**Problem.** A charged field of mass $m$ and charge $e$ (Dirac spinor, or complex scalar) is in its vacuum state in a uniform static background $\mathbf E,\mathbf B$. (a) Obtain the one-loop effective Lagrangian as a proper-time integral. (b) Renormalise it. (c) Extract the term quartic in the fields. (d) Derive the constitutive relations of the vacuum. (e) State the range of validity. (f) Evaluate the magnetisation of the vacuum in the bore of a 45 T hybrid magnet.

**Conventions and premises.** Heaviside–Lorentz units with $\hbar=c=1$ are used up to part (f), so $\alpha=e^2/4\pi$ and $\mathcal L_0=\tfrac12(E^2-B^2)$. The total Lagrangian density is $\mathcal L=\mathcal L_0+\mathcal L_1$. The background is classical, the matter field is minimally coupled and is integrated out exactly, and virtual photons are omitted (one loop). The critical fields are $B_c=E_c=m^2/e$.

## (a) Proper-time representation

**Invariants.** $\mathcal L_1$ is a Lorentz scalar built from a constant $F_{\mu\nu}$, so it depends only on $E^2-B^2$ and $\mathbf E\cdot\mathbf B$, and parity makes it even in the latter. If $\mathbf E\cdot\mathbf B\neq0$ a boost exists to a frame where both fields lie along $x_3$, with magnitudes $a$ (electric) and $b$ (magnetic). Invariance fixes

$$a^2-b^2=E^2-B^2,\qquad a^2b^2=(\mathbf E\cdot\mathbf B)^2 .$$

The case $\mathbf E\cdot\mathbf B=0$ follows as the limit $a\to0$ or $b\to0$.

**Euclidean form.** With $x_4=it$ the weight $e^{iS}$ becomes $e^{-S_E}$ and $\mathcal L_E=-\mathcal L$. Take $D_\mu=\partial_\mu-ieA_\mu$ and a real Euclidean field with $F_{12}=b$, $F_{34}=\tilde a$ and no other components. Its Maxwell term is $\tfrac14F_{\mu\nu}F_{\mu\nu}=\tfrac12(b^2+\tilde a^2)$, which must equal $-\mathcal L_0=\tfrac12(b^2-a^2)$. The continuation is therefore $\tilde a^2\to-a^2$. The result below is even in $\tilde a$, so the sign in $\tilde a=\pm ia$ is immaterial.

**Determinants.** The Gaussian integral over a complex scalar gives $1/\det(m^2-D^2)$, hence $S_{E,1}=\mathrm{Tr}\ln(m^2-D^2)$. The Grassmann integral gives $\det(\gamma_\mu D_\mu+m)$, with Hermitian $\gamma_\mu$ obeying $\{\gamma_\mu,\gamma_\nu\}=2\delta_{\mu\nu}$. Conjugation with $\gamma_5$ turns $\gamma D+m$ into $-\gamma D+m$ without changing the determinant, so its square is $\det[m^2-(\gamma D)^2]$ and $S_{E,1}=-\tfrac12\mathrm{Tr}\ln[m^2-(\gamma D)^2]$. From $\gamma_\mu\gamma_\nu=\delta_{\mu\nu}+\tfrac12[\gamma_\mu,\gamma_\nu]$ and $[D_\mu,D_\nu]=-ieF_{\mu\nu}$,

$$(\gamma D)^2=D^2-\tfrac{ie}{4}[\gamma_\mu,\gamma_\nu]F_{\mu\nu}=D^2+e\,(b\,\Sigma_{12}+\tilde a\,\Sigma_{34}),$$

with $\Sigma_{12}=-i\gamma_1\gamma_2$ and $\Sigma_{34}=-i\gamma_3\gamma_4$.

For a positive number $\lambda$, $\ln\lambda=-\int_0^\infty ds\,s^{-1}e^{-s\lambda}$ up to a divergent constant independent of $\lambda$, as differentiation with respect to $\lambda$ confirms. Applying this to each eigenvalue and using $\mathcal L_1=-S_{E,1}/V_4$, with $V_4$ the Euclidean four-volume,

$$\mathcal L_1^{\rm sc}=\int_0^\infty\frac{ds}{s}e^{-m^2s}K(s),\qquad \mathcal L_1^{\rm sp}=-\frac12\int_0^\infty\frac{ds}{s}e^{-m^2s}K(s)\,T(s),$$

where $K=V_4^{-1}\mathrm{Tr}\,e^{sD^2}$ and $T=\mathrm{tr}\,e^{es(b\Sigma_{12}+\tilde a\Sigma_{34})}$. The trace factorises because the constant spin matrices commute with $D^2$.

**Orbital trace.** Let $\pi_\mu=-iD_\mu$, so $-D^2=\sum_\mu\pi_\mu^2$ and $[\pi_\mu,\pi_\nu]=ieF_{\mu\nu}$. The pairs $(\pi_1,\pi_2)$ and $(\pi_3,\pi_4)$ commute with each other, and $K$ is a product of two planar traces. Since $[\pi_1,\pi_2]=ieb$, the operator $\pi_1^2+\pi_2^2$ is an oscillator with levels $eb(2n+1)$. In the gauge $A_2=bx_1$ the orbit centre is $x_1=k_2/eb$ with $k_2$ spaced by $2\pi/L_2$, which gives $eb/2\pi$ states per unit area in each level. The planar trace is a geometric series,

$$\frac{eb}{2\pi}\sum_{n=0}^\infty e^{-ebs(2n+1)}=\frac{eb}{4\pi\sinh ebs},$$

and it tends to the free value $1/4\pi s$ for $b\to0$, as it must.

**Spin trace.** $\Sigma_{12}$ and $\Sigma_{34}$ commute and square to one. They and their product (proportional to $\gamma_5$) are traceless, so each of the four sign pairs $(\pm1,\pm1)$ occurs once and $T=4\cosh(ebs)\cosh(e\tilde as)$.

**Continuation.** Put $x=ebs$, $y=eas$. Under $\tilde a\to ia$, $e\tilde as/\sinh(e\tilde as)\to y/\sin y$ and $\cosh(e\tilde as)\to\cos y$. Then

$$\mathcal L_1^{\rm sc}=\frac1{16\pi^2}\int_0^\infty\frac{ds}{s^3}e^{-m^2s}\frac{x}{\sinh x}\frac{y}{\sin y},$$

$$\mathcal L_1^{\rm sp}=-\frac1{8\pi^2}\int_0^\infty\frac{ds}{s^3}e^{-m^2s}\,(x\coth x)(y\cot y).$$

The spinor prefactor is $-\tfrac12\cdot4/16\pi^2$. These are the results of Heisenberg and Euler (1936) and, for the scalar, Weisskopf (1936), in the proper-time form of Schwinger (1951).

## (b) Renormalisation

The Taylor series of the four factors are

$$x\coth x=1+\frac{x^2}{3}-\frac{x^4}{45}+\frac{2x^6}{945}-\dots,\qquad y\cot y=1-\frac{y^2}{3}-\frac{y^4}{45}-\dots,$$

$$\frac{x}{\sinh x}=1-\frac{x^2}{6}+\frac{7x^4}{360}-\dots,\qquad \frac{y}{\sin y}=1+\frac{y^2}{6}+\frac{7y^4}{360}+\dots$$

The term of order zero in each product is independent of the field and is dropped. The quadratic terms are $(x^2-y^2)/3$ and $(y^2-x^2)/6$, with $y^2-x^2=e^2s^2(E^2-B^2)$. Cutting the integral at $s_0$ and writing $I=\int_{s_0}^\infty ds\,s^{-1}e^{-m^2s}$, which diverges as $-\ln m^2s_0$, they contribute $C\mathcal L_0$ with

$$C^{\rm sp}=\frac{e^2}{12\pi^2}I,\qquad C^{\rm sc}=\frac{e^2}{48\pi^2}I .$$

The Maxwell term becomes $(1+C)\mathcal L_0$. Define renormalised fields $F_R=\sqrt{1+C}\,F$ and charge $e_R=e/\sqrt{1+C}$. The product $eF$, and with it $x$ and $y$, is unchanged, and the Maxwell term regains its standard form. Because the whole quadratic term of a constant weak field has been absorbed, $e_R$ is the charge at zero momentum transfer, $\alpha=1/137.036$. Dropping the label $R$,

$$\mathcal L_1^{\rm sp}=-\frac1{8\pi^2}\int_0^\infty\frac{ds}{s^3}e^{-m^2s}\Big[x\coth x\;y\cot y-1-\frac{x^2-y^2}{3}\Big],$$

$$\mathcal L_1^{\rm sc}=\frac1{16\pi^2}\int_0^\infty\frac{ds}{s^3}e^{-m^2s}\Big[\frac{xy}{\sinh x\,\sin y}-1+\frac{x^2-y^2}{6}\Big].$$

Both brackets start at order $s^4$, so the integrals converge at $s=0$.

## (c) The quartic term

The factor $e^{-m^2s}$ confines $s$ to values of order $1/m^2$, where $x\sim b/B_c$ and $y\sim a/E_c$ are small. The bracket is expanded and integrated term by term; part (e) bounds the remainder.

*Spinor.* The fourth-order terms of the product are

$$-\frac{x^4+y^4}{45}-\frac{x^2y^2}{9}=-\frac{(x^2-y^2)^2+2x^2y^2+5x^2y^2}{45}=-\frac{(x^2-y^2)^2+7x^2y^2}{45}.$$

*Scalar.* In the same way

$$\frac{7(x^4+y^4)}{360}-\frac{x^2y^2}{36}=\frac{7(x^2-y^2)^2+14x^2y^2-10x^2y^2}{360}=\frac{7(x^2-y^2)^2+4x^2y^2}{360}.$$

Now $(x^2-y^2)^2=e^4s^4(E^2-B^2)^2$ and $x^2y^2=e^4s^4(\mathbf E\cdot\mathbf B)^2$. The remaining integral is $\int_0^\infty ds\,s\,e^{-m^2s}=1/m^4$, and $e^4=16\pi^2\alpha^2$ gives $e^4/8\pi^2=2\alpha^2$ and $e^4/16\pi^2=\alpha^2$. Therefore

$$\boxed{\mathcal L_1^{\rm sp}=\frac{2\alpha^2}{45m^4}\Big[(E^2-B^2)^2+7(\mathbf E\cdot\mathbf B)^2\Big]}$$

$$\boxed{\mathcal L_1^{\rm sc}=\frac{\alpha^2}{360m^4}\Big[7(E^2-B^2)^2+4(\mathbf E\cdot\mathbf B)^2\Big]}$$

Both have the form $\mathcal L_1=c_1(E^2-B^2)^2+c_2(\mathbf E\cdot\mathbf B)^2$, where in units of $\alpha^2/m^4$ the spinor has $c_1=2/45$, $c_2=14/45$ and the scalar $c_1=7/360$, $c_2=1/90$. The spinor form was given by Euler and Kockel (1935). It vanishes for a crossed field with $E=B$ and $\mathbf E\perp\mathbf B$.

## (d) Constitutive relations

For fields that vary slowly, $\mathcal L$ is used locally in the action $S=\int d^4x\,[\mathcal L(\mathbf E,\mathbf B)-\rho\phi+\mathbf j\cdot\mathbf A]$, with $\mathbf E=-\nabla\phi-\partial_t\mathbf A$ and $\mathbf B=\nabla\times\mathbf A$. These definitions give $\nabla\cdot\mathbf B=0$ and $\nabla\times\mathbf E=-\partial_t\mathbf B$ unchanged. Varying $\phi$ gives $-(\partial\mathcal L/\partial\mathbf E)\cdot\nabla\delta\phi-\rho\,\delta\phi$, and after integration by parts $\nabla\cdot(\partial\mathcal L/\partial\mathbf E)=\rho$. Varying $\mathbf A$ gives $-(\partial\mathcal L/\partial\mathbf E)\cdot\partial_t\delta\mathbf A+(\partial\mathcal L/\partial\mathbf B)\cdot\nabla\times\delta\mathbf A+\mathbf j\cdot\delta\mathbf A$, and after integration by parts $\partial_t(\partial\mathcal L/\partial\mathbf E)+\nabla\times(\partial\mathcal L/\partial\mathbf B)+\mathbf j=0$. These are $\nabla\cdot\mathbf D=\rho$ and $\nabla\times\mathbf H=\mathbf j+\partial_t\mathbf D$ provided

$$\mathbf D=\frac{\partial\mathcal L}{\partial\mathbf E}=\mathbf E+\frac{\partial\mathcal L_1}{\partial\mathbf E},\qquad \mathbf H=-\frac{\partial\mathcal L}{\partial\mathbf B}=\mathbf B-\frac{\partial\mathcal L_1}{\partial\mathbf B}.$$

The explicit $\mathbf E$ and $\mathbf B$ come from $\mathcal L_0$, so only the correction $\mathcal L_1$ is differentiated in the last forms. Comparison with $\mathbf D=\mathbf E+\mathbf P$ and $\mathbf H=\mathbf B-\mathbf M$ identifies $\mathbf P=\partial\mathcal L_1/\partial\mathbf E$ and $\mathbf M=\partial\mathcal L_1/\partial\mathbf B$:

$$\mathbf P=4c_1(E^2-B^2)\mathbf E+2c_2(\mathbf E\cdot\mathbf B)\mathbf B,\qquad \mathbf M=4c_1(B^2-E^2)\mathbf B+2c_2(\mathbf E\cdot\mathbf B)\mathbf E .$$

For the spinor loop

$$\mathbf P=\frac{4\alpha^2}{45m^4}\big[2(E^2-B^2)\mathbf E+7(\mathbf E\cdot\mathbf B)\mathbf B\big],\quad \mathbf M=\frac{4\alpha^2}{45m^4}\big[2(B^2-E^2)\mathbf B+7(\mathbf E\cdot\mathbf B)\mathbf E\big],$$

and for the scalar loop

$$\mathbf P=\frac{\alpha^2}{90m^4}\big[7(E^2-B^2)\mathbf E+2(\mathbf E\cdot\mathbf B)\mathbf B\big],\quad \mathbf M=\frac{\alpha^2}{90m^4}\big[7(B^2-E^2)\mathbf B+2(\mathbf E\cdot\mathbf B)\mathbf E\big].$$

**Pure magnetic field.** For $\mathbf E=0$, $\mathbf M=\chi\mathbf B$ with $\chi=4c_1B^2$. Using $1/m^4=1/e^2B_c^2=1/4\pi\alpha B_c^2$,

$$\chi^{\rm sp}=\frac{8\alpha^2B^2}{45m^4}=\frac{2\alpha}{45\pi}\Big(\frac{B}{B_c}\Big)^2,\qquad \chi^{\rm sc}=\frac{7}{16}\,\chi^{\rm sp}.$$

$\mathbf M$ is parallel to $\mathbf B$ and cubic in it. The linear response has gone into the definition of $e$, and what remains is paramagnetic for both spins, with $B/H=1/(1-\chi)>1$. A weak probe field on top of $\mathbf B$ sees the differential tensors

$$\frac{\partial D_i}{\partial E_j}=(1-4c_1B^2)\delta_{ij}+2c_2B_iB_j,\qquad \frac{\partial H_i}{\partial B_j}=(1-4c_1B^2)\delta_{ij}-8c_1B_iB_j .$$

Along $\mathbf B$ the differential susceptibility is $12c_1B^2=3\chi$, and across it $\chi$.

## (e) Range of validity

1. *Weak field.* For $a=0$ the partial-fraction series $x\coth x=1+\sum_{n\ge1}2x^2/(x^2+n^2\pi^2)$ and the identity

$$\frac{2x^2}{x^2+n^2\pi^2}=\frac{2x^2}{n^2\pi^2}-\frac{2x^4}{n^4\pi^4}+\frac{2x^6}{n^4\pi^4(x^2+n^2\pi^2)}$$

show, with $\zeta(2)=\pi^2/6$, $\zeta(4)=\pi^4/90$, $\zeta(6)=\pi^6/945$, that the remainder after $x^4$ lies between $0$ and $2x^6/945$ for all real $x$. With $\int_0^\infty ds\,s^3e^{-m^2s}=6/m^8$ the sixth-order term of $\mathcal L_1^{\rm sp}$ is $-\tfrac{12\cdot45}{945}=-\tfrac47$ times $(B/B_c)^2$ times the quartic term $\mathcal L^{(4)}$, and

$$\mathcal L^{(4)}\big[1-\tfrac47(B/B_c)^2\big]\le\mathcal L_1^{\rm sp}\le\mathcal L^{(4)} .$$

The quartic form of the one-loop function is good to one per cent for $B<0.13\,B_c$. Differentiation multiplies the ratio by $6/4$, so the first correction to $M$ is $-\tfrac67(B/B_c)^2$ in relative terms. The full series diverges, since the term in $x^{2k}$ has a coefficient of size $2\zeta(2k)/\pi^{2k}$ and acquires $\Gamma(2k-2)$ on integration. It is asymptotic.

2. *Stability.* For $a\ne0$ the integrands have poles at $s=n\pi/ea$. Passing them as $m^2\to m^2-i0$ prescribes gives an imaginary part of order $e^{-\pi E_c/a}$ (pair creation), which no power of the field reproduces. It is negligible for $a\ll E_c$ and absent for $a=0$.

3. *Slow variation.* Lengths $L$ and times must far exceed $1/m$. Quartic terms with two derivatives are smaller than $\mathcal L^{(4)}$ by $(mL)^{-2}$. There is also a quadratic term of the form $(\alpha/m^2)(\partial_\mu F^{\mu\nu})^2$, of relative size $\alpha(mL)^{-2}$ against $\mathcal L_0$, whereas $\mathcal L^{(4)}$ has relative size $\alpha(B/B_c)^2$. At this order it acts only where currents flow.

4. *One loop.* A virtual photon inside the electron loop multiplies $c_1$ by $1+40\alpha/9\pi$ (Ritus 1975, quoted here without derivation), an increase of $1.0$ per cent. This limits the boxed spinor result to about two figures for $B\ll B_c$.

5. *Other loops.* A spin-½ particle of charge $e$ and mass $m'$ adds $(m/m')^4$; for the muon, with a mass ratio of approximately 207, this is $5.4\times10^{-10}$.

## (f) Vacuum magnetisation at 45 T

**SI form.** Replace $E^2\to\varepsilon_0E^2$, $B^2\to B^2/\mu_0$ and $1/m^4\to\lambda_C^3/mc^2$, with the reduced Compton wavelength $\lambda_C=\hbar/mc=3.86\times10^{-13}$ m for the electron. For $\mathbf E=0$,

$$\mathcal L_1=\frac{A_eB^4}{\mu_0},\qquad A_e=\frac{2\alpha^2\lambda_C^3}{45\mu_0mc^2}=\frac{\alpha}{90\pi B_c^2},\qquad \mu_0M=4A_eB^3=\chi B,$$

with $\mathbf H=\mathbf B/\mu_0-\mathbf M$. The constants give $B_c=m^2c^2/e\hbar=4.414\times10^9$ T, $E_c=cB_c=1.323\times10^{18}$ V/m and $A_e=1.325\times10^{-24}\ \mathrm{T^{-2}}$.

**Local magnetisation.** The nominal central field $B=45$ T is taken as input. Then $B/B_c=1.019\times10^{-8}$, $(B/B_c)^2=1.039\times10^{-16}$ and $2\alpha/45\pi=1.032\times10^{-4}$, so at one loop

$$\chi=1.07\times10^{-20},\qquad \mu_0M=4.8\times10^{-19}\ \mathrm T,\qquad M=3.8\times10^{-13}\ \mathrm{A/m}.$$

This equals $4.1\times10^{4}$ aligned Bohr magnetons per cm³. Also $\mathcal L_1=MB/4=4.3\times10^{-12}$ J/m³, against a Maxwell energy density $B^2/2\mu_0=8.1\times10^{8}$ J/m³. A scalar of the electron's mass and charge would give $\chi=4.7\times10^{-21}$.

**Neglected vacuum terms.** The sixth-order term changes $M$ by $-8.9\times10^{-17}$ of itself. For an assumed scale of variation $L=1$ cm, $(\lambda_C/L)^2=1.5\times10^{-21}$, far below $(B/B_c)^2$. Black-body radiation at 300 K enters through the same quartic coupling in proportion to its energy density $4\sigma T^4/c=6.1\times10^{-6}$ J/m³ ($\sigma$ the Stefan–Boltzmann constant), which is negligible beside that of the static field. The two-loop factor is the largest correction and raises $\mu_0M$ to $4.9\times10^{-19}$ T.

**Matter in the bore.** Residual gas rivals the effect. For O₂, with spin $S=1$ and $g\approx2$ as approximate inputs, the Curie law gives a susceptibility per molecule $\mu_0g^2\mu_B^2S(S+1)/3k_BT=7.0\times10^{-32}$ m³ at 300 K. Saturation is slight: for three levels the moment is $g\mu_B\,2\sinh u/(1+2\cosh u)\approx\tfrac23g\mu_Bu\,(1-u^2/6)$ with $u=g\mu_BB/k_BT=0.20$, a reduction of $0.7$ per cent. The gas matches the vacuum at a density of $1.5\times10^{11}$ m⁻³, a partial pressure of $6\times10^{-10}$ Pa. The copper of the coils, with a typical volume susceptibility of order $-10^{-5}$, exceeds $\chi$ in magnitude by about fifteen orders.

**Field shift.** $M$ is fixed by the local $B$, but the change of $B$ at fixed coil current depends on geometry. To first order $\delta\mathbf B=\mu_0(\mathbf M+\delta\mathbf H)$ with $\nabla\times\delta\mathbf H=0$ and $\nabla\cdot\delta\mathbf H=-\nabla\cdot\mathbf M$. In an infinitely long solenoid $\mathbf M$ is axial and independent of $z$, its divergence vanishes, $\delta\mathbf H=0$, and $\delta B=\mu_0M=4.8\times10^{-19}$ T. That number is the model's, not the magnet's. A hybrid magnet is finite and $M\propto B^3$ falls off along the axis, which produces a demagnetising field. Its size follows from a model envelope $\mathbf M=M(r)\hat{\mathbf z}$ with $M$ decreasing in the distance $r$ from the centre. Such a profile is a superposition of uniformly magnetised balls of strength $-M'(R)\,dR$. On each ball the surface pole density is the strength times $\cos\theta$, and it gives at the centre $-\tfrac12\int_0^\pi\cos^2\theta\sin\theta\,d\theta=-\tfrac13$ times the strength. Summing, $\delta H=-M(0)/3$ and $\delta B=\tfrac23\mu_0M(0)=3.2\times10^{-19}$ T. The infinite solenoid thus overstates the central shift, by a factor $3/2$ relative to the spherical envelope and by less for an envelope elongated along the axis. In either model $\delta B/B$ is of order $10^{-20}$.